**Student:** You told us a pseudopotential is built backwards, by choosing the orbital and reading off the potential. I was taught to solve for $u$ given $V$. Why may I turn that around?

**Lecturer:** Because $V$ enters the radial equation without derivatives. Let me state the premises. We use Hartree atomic units, energies in hartree (Ha) and lengths in bohr. The atom is spherical, non-relativistic and spin-unpolarised, and an electron of angular momentum $l$ sees a local radial potential $V_l(r)$. With $\psi = r^{-1}u(r)Y_{lm}$ and real $u$,

$$-\tfrac12 u'' + \left[\frac{l(l+1)}{2r^2} + V_l(r)\right]u = E\,u .$$

Given $V_l$, this is a differential equation for $u$. Given $u$ and $E$, it is a linear algebraic equation for $V_l$ at each radius. Divide by $u$ wherever $u\neq0$ and move terms:

$$V_l(r) = E - \frac{l(l+1)}{2r^2} + \frac{u''}{2u}.$$

In rydberg units, also common in this field, the factors $\tfrac12$ disappear and the numerical value of every energy doubles.

**Student:** Where does $E$ come from? The orbital doesn't know it.

**Lecturer:** It doesn't. The orbital fixes $V_l - E$ only, and its normalisation cancels in $u''/u$. We supply $E$ from the all-electron atom. Beyond a core radius $r_c$ we set $u$ equal to the all-electron valence orbital. There the same $u$ and the same $E$ go into the formula, so it returns the all-electron screened potential. Only for $r<r_c$ do we get something new.

**Student:** "Wherever $u\neq0$" hides the difficulty. All-electron orbitals have nodes, and their potential is finite there.

**Lecturer:** Take a simple node at $r_0>0$. Then $u\approx u'(r_0)(r-r_0)$ and

$$\frac{u''}{2u}\approx\frac{u''(r_0)}{2u'(r_0)}\,\frac{1}{r-r_0},$$

a pole unless $u''(r_0)=0$. A true solution in a finite potential has $u''=0$ at each node, because the radial equation makes $u''$ proportional to $u$. A function you draw yourself does not, unless you impose one extra condition per node. So nodelessness is sufficient for a finite quotient at $r>0$, not strictly necessary. The stronger reason is physical. We removed the core, so the valence state must be the lowest state of its channel.

**Student:** And a nodeless $u$ guarantees that?

**Lecturer:** Within the channel, yes. Call the radial Hamiltonian $H_l$. By the inversion formula, $H_l-E=-\tfrac12\,d^2/dr^2+u''/(2u)$. Since $u>0$, any trial function can be written $\phi=ug$. Then $\phi''=u''g+2u'g'+ug''$, the $u''g$ terms cancel, and

$$(H_l-E)\phi=-u'g'-\tfrac12ug''=-\frac{1}{2u}\left(u^2g'\right)' .$$

Multiply by $\phi$ and integrate by parts. The boundary term $u^2gg'$ vanishes for $\phi$ regular at the origin and decaying at infinity, which leaves

$$\int_0^\infty\phi\,(H_l-E)\,\phi\,dr=\tfrac12\int_0^\infty u^2g'^2\,dr\ \ge 0 .$$

Equality needs constant $g$. Nothing of angular momentum $l$ lies below $E$.

**Student:** Fine for $r>0$. But $u$ vanishes at the origin, and the centrifugal term blows up there too.

**Lecturer:** The two divergences must cancel. Suppose $u\propto r^{s+1}$ near the origin. Then $u''/(2u)\to s(s+1)/(2r^2)$ and $V_l\to[s(s+1)-l(l+1)]/(2r^2)$. This $1/r^2$ term is absent only for $s=l$ or $s=-l-1$, and the second root is the irregular solution. So we build the power in, and use positivity for the rest:

$$u(r)=r^{l+1}e^{p(r)} .$$

I add one premise, that $p$ is twice continuously differentiable on $[0,r_c]$, the origin included. Polynomials qualify, and a $\ln r$ term, which would change the power, is excluded. The logarithmic derivative is

$$\frac{u'}{u}=\frac{l+1}{r}+p' .$$

For any function, $u''/u=(u'/u)'+(u'/u)^2$. The two pieces are

$$\left(\frac{u'}{u}\right)'=-\frac{l+1}{r^2}+p'',\qquad \left(\frac{u'}{u}\right)^2=\frac{(l+1)^2}{r^2}+\frac{2(l+1)p'}{r}+p'^2 .$$

The $1/r^2$ coefficients add to $(l+1)^2-(l+1)=l(l+1)$. Half of that cancels the centrifugal term identically, and

$$\boxed{V_l(r)=E+\frac{(l+1)\,p'}{r}+\frac{p''+p'^2}{2}}$$

**Student:** One $1/r$ survives.

**Lecturer:** It does. By the premise $p''$ and $p'^2$ are bounded, and $p'(r)=p'(0)+p''(0)\,r+o(r)$. Hence

$$V_l=\frac{(l+1)\,p'(0)}{r}+E+\left(l+\tfrac32\right)p''(0)+\tfrac12p'(0)^2+o(1).$$

Since $l+1>0$, the potential is finite at the origin if and only if $p'(0)=0$, and then $V_l(0)=E+(l+\tfrac32)p''(0)$.

**Student:** And if I pick $p'(0)=-Z/(l+1)$ I get the Coulomb potential back?

**Lecturer:** You get the Coulomb singularity back. The first term becomes $-Z/r$, and the bounded terms remain. Read the other way, any orbital in a potential that behaves as $-Z/r$ at a point nucleus has this slope, which is the cusp condition for angular momentum $l$. For carbon 2p it is $-6/2=-3$ bohr$^{-1}$. The bare $-Z/r$ at all radii needs more. Take $p=-Zr/(l+1)$ exactly, so $p''=0$ and

$$V_l=E-\frac Zr+\frac{Z^2}{2(l+1)^2}.$$

The constant cancels when $E=-Z^2/[2(l+1)^2]$, the hydrogenic level with $n=l+1$, that is 1s, 2p, 3d, the nodeless states.

**Student:** So I set $p'(0)=0$ and I have a soft potential.

**Lecturer:** A finite one. Softness asks for more. Write $p=c_0+c_2r^2+c_3r^3+c_4r^4+\dots$ and collect powers. The term $(l+1)p'/r$ gives $(l+1)(2c_2+3c_3r+4c_4r^2)$, the term $p''/2$ gives $c_2+3c_3r+6c_4r^2$, and $p'^2/2$ starts at $2c_2^2r^2$. Together,

$$V_l=E+(2l+3)c_2+3(l+2)c_3\,r+2\left[c_2^2+(2l+5)c_4\right]r^2+O(r^3).$$

A term linear in $r=|\mathbf r|$ is a cone in three dimensions. With the convention $V(q)=\int V e^{-i\mathbf q\cdot\mathbf r}d^3r$, the function $re^{-\mu r}$ transforms to $8\pi(3\mu^2-q^2)/(\mu^2+q^2)^3$, which tends to $-8\pi/q^4$ at large $q$ whatever $\mu$ is. So $c_3\ne0$ leaves a $q^{-4}$ tail, faster than the $q^{-2}$ of a Coulomb potential but still a power law. Kerker (1980) used $c_0$, $c_2$, $c_3$, $c_4$. Troullier and Martins (1991) kept only even powers up to $r^{12}$, which makes $V_l$ a polynomial in $r^2$ inside $r_c$, and set the curvature at the origin to zero, $c_2^2+(2l+5)c_4=0$.

**Student:** What about the join at $r_c$?

**Lecturer:** Read it from the boxed formula. A jump $\Delta p'$ in slope puts $\tfrac12\Delta p'\,\delta(r-r_c)$ into $V_l$ through $p''/2$. With $p$ and $p'$ matched, $V_l$ is continuous exactly when $p''$ is, and each further matched derivative of $p$ buys one derivative of $V_l$. The seven Troullier–Martins coefficients are fixed by five matching conditions, $p$ to $p''''$, which make $V_l$, $V_l'$, $V_l''$ continuous, by the zero curvature, and by norm conservation, the equality of $\int_0^{r_c}u^2dr$ for pseudo and all-electron orbitals.

**Student:** Norm conservation never entered your derivation.

**Lecturer:** Correct. It restricts which $u$ we feed in, and the inversion works with or without it. Let us put numbers in, with the simplest even $p$, a Gaussian:

$$u=A\,r^{l+1}e^{-ar^2},\qquad p'=-2ar,\qquad p''=-2a .$$

The three terms are $-2a(l+1)$, $-a$ and $2a^2r^2$, so

$$V_l=E-(2l+3)\,a+2a^2r^2 .$$

This is a harmonic well $V_l(0)+\tfrac12\omega^2r^2$ with $\omega=2a$, and $E-V_l(0)=(l+\tfrac32)\,\omega$. The isotropic oscillator has levels $(2n_r+l+\tfrac32)\,\omega$ above its floor, so we have landed on $n_r=0$, as the positivity argument demands.

**Student:** And for carbon?

**Lecturer:** Take $l=1$ and two inputs. The eigenvalue is $E=-0.20$ Ha, approximately the local-density value for C 2p. The exponent is $a=0.70$ bohr$^{-2}$, chosen to put the maximum of $u$ near the typical 1.2 bohr. Setting $u'/u=2/r-2ar=0$ gives $r_{\max}=a^{-1/2}=1.195$ bohr. Then $\omega=1.40$ Ha, $5a=3.50$ Ha, and

$$V_1(r)=-3.70+0.98\,r^2\ \text{Ha},$$

so the floor is $-3.70$ Ha, or $-7.40$ Ry. Compare the unreduced formula, in Ha, with a third decimal kept only so that the columns can be added to $E$:

| $r$ (bohr) | $l(l+1)/2r^2$ | $u''/2u$ | $V_1$ |
|---|---|---|---|
| 0.1 | 100.000 | 96.510 | $-3.690$ |
| 0.5 | 4.000 | 0.745 | $-3.455$ |
| 1.0 | 1.000 | $-1.520$ | $-2.720$ |
| 1.5 | 0.444 | $-0.851$ | $-1.495$ |

At 0.1 bohr the potential is a small difference of two large terms. A numerical $u''$ loses digits there, while the form in $p$ has done the cancellation analytically.

**Student:** A well that rises forever can't be an atom.

**Lecturer:** No, and the boxed formula says why. If $V_l\to0$ at large $r$ with $p'/r$ and $p''$ dying out, then $p'^2/2\to-E$, so $p'\to-\sqrt{-2E}=-0.632$ bohr$^{-1}$. The Gaussian has $p'=-2ar$, already $-2.10$ bohr$^{-1}$ at 1.5 bohr and growing. Its potential crosses zero at $\sqrt{3.70/0.98}=1.94$ bohr, and a fraction 0.061 of the norm lies beyond that radius. The next $p$ level sits $2\omega=2.80$ Ha higher, at $+2.60$ Ha, a bound state at an energy where an atom has a continuum. A Gaussian is a possible leading term of $p$ inside $r_c$, never a tail. It also misses the zero-curvature condition, which would need $c_4=-a^2/7=-0.070$ bohr$^{-4}$.

**Student:** You keep saying "screened". Does it matter much?

**Lecturer:** It is as large as the well. The orbital and its energy belong to the self-consistent atom, so $V_l$ contains the Hartree and exchange-correlation potentials of the valence density $n_v$. The transferable ionic part is

$$V_l^{\rm ion}=V_l-V_H[n_v]-V_{xc}[n_v].$$

At the origin a spherical one-electron density gives $V_H(0)=\int u^2r^{-1}dr/\int u^2dr$. For our orbital this is $\sqrt{2a}\,\Gamma(2)/\Gamma(5/2)=0.890$ Ha. If all four valence electrons had this radial shape, $V_H(0)$ would be 3.56 Ha, against a screened depth of 3.70 Ha. The subtraction also treats $V_{xc}$ as additive between core and valence densities, which is an approximation that the inversion itself does not make.

**Student:** Then tell me where the result holds.

**Lecturer:** The boxed formula is an identity for any positive $u=r^{l+1}e^{p}$ with $p$ twice differentiable, and the statement about the origin needs $p''$ continuous there. It has four limits. First, it is one channel at a time, so different $l$ give different $V_l$ and the pseudopotential is $\sum_l V_l P_l$, with $P_l$ the projector on angular momentum $l$. Second, it is exact at the one energy $E$. Behaviour at neighbouring energies depends on the choice of $u$, which is the job of norm conservation. Third, it presumes a local potential in the channel. With non-local exchange in the reference atom, the quotient still defines a local potential for that one orbital, but its outer part is no longer common to all channels. Fourth, it is the Schrödinger equation. Relativistic corrections scale as $(Z\alpha)^2$, with $\alpha$ the fine-structure constant, which is 0.0019 for carbon and negligible here. For heavy atoms the reference atom is solved relativistically, and the Schrödinger form is inverted only for the smooth pseudo-orbital.

**Student:** So is carbon's 2p well 3.7 hartree deep?

**Lecturer:** The Gaussian model's well is. The depth at the origin is not an observable, since it changes with $r_c$ and with the form of $p$. C 2p has no core state of its own $l$ and no node to remove, so its pseudo-orbital must hold the charge that the $-6/r$ attraction pulls inward, using a finite well. Generated screened potentials with $r_c$ near 1.5 bohr are typically about 5 to 6 Ha deep, so the model's $-3.7$ Ha is too shallow by roughly a third.